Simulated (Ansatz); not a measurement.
# Strength of the C–H bond: GeH2(CH3)Cl → GeH2(CH2)Cl + H

Species: GeH2(CH3)Cl, singlet; GeH2(CH2)Cl, doublet; H atom, doublet. 

Shapes, held fixed at every level: PBE0-D4/def2-TZVP. Flexible molecules stand in one conformer, not always the lowest. Programs: Ansatz 0.2.0. The zero-point and thermal change to 298 K, harmonic and unscaled (PBE0-D4/def2-TZVP), is -29.4 kJ/mol.

```json
{"level": "MP2/def2-SVP", "kind": "perturbation theory", "ΔH(298 K) (kJ/mol)": "+414.4", "less CCSD(T)/def2-TZVPP": "-12.6", "CPU time (sum over the molecules)": "–"}
{"level": "SPW92/def2-TZVPP", "kind": "LDA", "ΔH(298 K) (kJ/mol)": "+472.6", "less CCSD(T)/def2-TZVPP": "+45.6", "CPU time (sum over the molecules)": "6.8 s"}
{"level": "B3LYP-D4/def2-TZVPP", "kind": "global hybrid", "ΔH(298 K) (kJ/mol)": "+425.0", "less CCSD(T)/def2-TZVPP": "-2.0", "CPU time (sum over the molecules)": "25 s"}
{"level": "BHLYP-D4/def2-TZVPP", "kind": "global hybrid", "ΔH(298 K) (kJ/mol)": "+417.9", "less CCSD(T)/def2-TZVPP": "-9.1", "CPU time (sum over the molecules)": "19 s"}
{"level": "wB97M-V/def2-TZVPP", "kind": "range-separated hybrid", "ΔH(298 K) (kJ/mol)": "+433.0", "less CCSD(T)/def2-TZVPP": "+6.0", "CPU time (sum over the molecules)": "63 s"}
{"level": "wB97X-V/def2-TZVPP", "kind": "range-separated hybrid", "ΔH(298 K) (kJ/mol)": "+430.3", "less CCSD(T)/def2-TZVPP": "+3.3", "CPU time (sum over the molecules)": "42 s"}
{"level": "CCSD/def2-TZVPP", "kind": "coupled cluster or CI", "ΔH(298 K) (kJ/mol)": "+422.7", "less CCSD(T)/def2-TZVPP": "-4.3", "CPU time (sum over the molecules)": "–"}
{"level": "CCSD(T)/def2-TZVPP", "kind": "coupled cluster or CI", "ΔH(298 K) (kJ/mol)": "+427.0", "less CCSD(T)/def2-TZVPP": "0.0", "CPU time (sum over the molecules)": "9.6 min"}
```

The highest level, CCSD(T)/def2-TZVPP, gives ΔH(298 K) = +427.0 kJ/mol; the levels span +414.4 to +472.6. The column of differences is taken from that level and isn't an error. No measured value is set beside it here. Open shells run unrestricted. Relativity is left out for Ge. Outer-core shells of Ge are correlated in most correlated rows, in sets that cover them unevenly. Times are processor times on shared x86 and Arm servers, and rough.

Breaking this C–H bond costs +427.0 kJ/mol at the CCSD(T) level, as expected for a strong bond in a methyl group. Homolysis leaves a carbon-centred radical next to germanium, where hyperconjugation with the Ge–H and Ge–Cl bonds can probably offer only modest stabilisation. The vibrational and thermal change of -29.4 kJ/mol lowers the cost mainly because the C–H stretch and its associated bends disappear.

Breaking the bond also unpairs two electrons and so loses their correlation energy. Connected triples favour the intact molecule slightly, raising the CCSD result by 4.3 kJ/mol. LDA stands apart at +45.6 kJ/mol above CCSD(T), the familiar overbinding of a functional that describes the inhomogeneous densities of separated fragments, notably the hydrogen atom, poorly. The hybrids largely remove this error. The low MP2 value can't be assigned to perturbation theory alone, since its basis is also smaller. How far germanium or chlorine weakens the bond remains open without a matching calculation on a reference such as methane.
